Q: I have the anion CH₃OCH₂CH₂PH⁻ and a list of its bond critical points, with three rows hidden. Can you tell me what belongs there?

Bond critical points (QTAIM) of the anion CH₃OCH₂CH₂PH⁻ (charge −1, singlet), from a single-point calculation with PySCF 2.14.0 at the PBE0/aug-cc-pVDZ level on a GFN2-xTB geometry. Atoms are numbered C1–O2–C3–C4–P5, followed by the hydrogens. The energy density is the sum of the kinetic and potential parts.

```
row  density (a.u.)  first atom  second atom  laplacian (a.u.)  ellipticity  energy density (a.u.)
  1           0.279       1.000        7.000            -1.021        0.042                 -0.297
  2           0.278       3.000       10.000            -1.011        0.049                 -0.293
  3           0.276       3.000        9.000            -0.988        0.050                 -0.289
  4           0.274       1.000        6.000            -0.972        0.042                 -0.286
  5           0.273       1.000        8.000            -0.968        0.042                 -0.285
  6           0.272       1.000        2.000            -0.557        0.031                 -0.390
  7               ?           ?            ?                 ?            ?                      ?
  8               ?           ?            ?                 ?            ?                      ?
  9               ?           ?            ?                 ?            ?                      ?
 10           0.242       2.000        3.000            -0.370        0.034                 -0.327
 11           0.154       5.000       13.000             0.292        0.260                 -0.117
 12           0.133       4.000        5.000             0.120        0.313                 -0.101
```

A: Which bonds they are follows from counting. Number the chain C1–O2–C3–C4–P5, with H6 to H8 on C1, H9 and H10 on C3, H11 and H12 on C4, and H13 on phosphorus. The visible rows leave C3 unconnected to C4, and H11 and H12 unconnected to anything. No ring points were found, so three links join these pieces, and the natural ones are C3–C4 and the two C4–H bonds.

Q: And their values? What does such a point tell me about a bond?

A: It is the place where the electron density is lowest along the bond path and highest across it. In a weakly polar bond it lies among the shared valence electrons. In a polar bond it moves towards the more electropositive atom, up to the edge of that atom's core. There the density curves upwards steeply along the bond and the electrons have more kinetic energy.

The Laplacian adds up the three curvatures of the density at that point. The two across the bond are negative and the one along it is positive. Moving towards a core strengthens the positive one, so a polar bond can have a less negative Laplacian, or even a positive one.

Q: Both phosphorus bonds have positive Laplacians. Are they ionic, then?

A: No, because their energy densities are negative: the attraction felt by the electrons there outweighs their kinetic energy, as it does in a polar covalent bond. The kinetic part can be extracted. Let L be the Laplacian, E the energy density, K its kinetic part and V its potential part. The definition of E and the local virial relation, in atomic units, are

E = K + V
L/4 = 2K + V

and subtracting the first from the second gives

K = L/4 − E

For P–C this is 0.120/4 + 0.101 = 0.131. Divided by the density of 0.133, it comes to about 0.98 hartree per electron. The visible C–H bonds have only about 0.15, which fits the picture of a point far from any heavy core.

Q: Then commit yourself on the hidden rows.

A: I put the C4–H bonds in rows 7 and 8, without saying which hydrogen comes first, and C3–C4 in row 9. The rows are ordered by density, so all three densities must lie between 0.242 and 0.272. That much is given to me, and it already places the C4–H bonds below every visible C–H bond. Within those limits my densities are judgements.

For the C–H Laplacians I use a straight line through the five visible C–H bonds, fitted by least squares, with ρ for the density:

L = 1.524 − 9.115 ρ

My guess of ρ = 0.269 for row 7 gives L = 1.524 − 2.452 = −0.928. This bond was not in the fit, and its density lies below the fitted range, so I allow a generous error. The energy densities continue the visible C–H trend in the same way.

For C3–C4 the line is no use, since its critical point lies between two carbon atoms instead of close to a hydrogen. Here I rely on the rough behaviour of ordinary C–C single bonds. My forecasts, with ranges set by judgement, are:

Row 7, C4–H: density 0.269 (0.263 to 0.272), Laplacian −0.93 ± 0.06, energy density −0.277 ± 0.015.

Row 8, C4–H: density 0.267 (0.260 to 0.272), Laplacian −0.91 ± 0.06, energy density −0.273 ± 0.015.

Row 9, C3–C4: density 0.250 (0.242 to 0.260), Laplacian −0.57 ± 0.11, energy density −0.21 ± 0.03.

All three ellipticities should be below 0.10. Ellipticity measures how unequal the two curvatures across the bond are, and a single bond between these atoms should be nearly round.

Q: Here are the computed values.

The withheld rows as computed:

```
row  density (a.u.)  first atom  second atom  laplacian (a.u.)  ellipticity  energy density (a.u.)
  7           0.271       4.000       12.000            -0.933        0.029                 -0.283
  8           0.271       4.000       11.000            -0.933        0.028                 -0.283
  9           0.251       3.000        4.000            -0.559        0.016                 -0.204
```

A: The bonds are the ones I named, and every value falls inside its range. The centres were less exact. I put both C4–H densities too low, the second by 0.004, and I expected a difference between the two bonds that does not appear at this precision.

The good Laplacian for row 7 owes something to luck. At the computed density of 0.271 the line gives −0.946, while the calculation gives −0.933. My low density and the line's own error partly cancelled. The line describes C–H bonds on carbons next to oxygen, and it carries over to C4 only approximately.

Q: Could I have identified the C–C bond from its density or its Laplacian alone?

A: Not safely. Its Laplacian, −0.559, is almost the same as the −0.557 of the C1–O2 bond. The density of C1–O2, in turn, is almost that of the C4–H bonds. Taken one at a time, these two quantities confuse three different kinds of bond.

The kinetic energy per electron separates them. It is about 0.26 hartree for C–C and 0.18 for the C4–H bonds, but 0.92 for C1–O2. In this molecule the C–C and C–H bonds all stay below 0.3, while the bonds to oxygen and phosphorus all lie above 0.9. That is the division expected if the critical point sits near a core in the second group.

Polarity accounts for this in the bonds to oxygen. It is unlikely to be the whole story for P–H, which has the highest value of all although phosphorus and hydrogen are almost equally electronegative on Pauling's scale. The larger core of phosphorus probably matters too. The tight-binding geometry also makes this bond rather short, which tends to raise the value.

Q: Why do the C4–H bonds have less density than the other C–H bonds? Are they longer?

A: They are not. Both are about 1.09 Å long, and the visible C–H bonds average 1.10 Å. Their density is nevertheless 0.005 below the average of the others, or about 2 per cent. The coordinates are rounded to 0.01 Å, so this is a coarse test, but it gives no support to length as the cause.

The neighbouring atom is a more likely reason. C1 and C3 are bonded to oxygen, C4 to phosphorus. By Bent's rule, carbon directs p character towards an electronegative partner such as oxygen and keeps more s character for its C–H bonds, which raises their density. Next to phosphorus that gain is absent.

Q: So the negative charge has nothing to do with it?

A: It may contribute, since a phosphide lone pair can donate electrons into a C–H antibonding orbital and weaken the bond. The geometry offers a clue, though. The most loosely held lone pair should be a p orbital at right angles to the plane of C4, P5 and H13. The C4–H11 bond leans towards that orbital, while C4–H12 lies almost in the plane and can hardly receive electrons from it. Yet the two densities agree, so this donation is unlikely to be the main cause.

The charge could still act on both bonds through its electric field, and this anion alone does not separate that from the effect of the neighbouring atom. The highest occupied orbital is also unbound at this level of theory, so the outer part of the lone pair depends on the basis set. The neutral phosphine CH₃OCH₂CH₂PH₂, treated in the same way, would keep the phosphorus neighbour and remove the charge. Would its C4–H bonds still have less density than the rest?
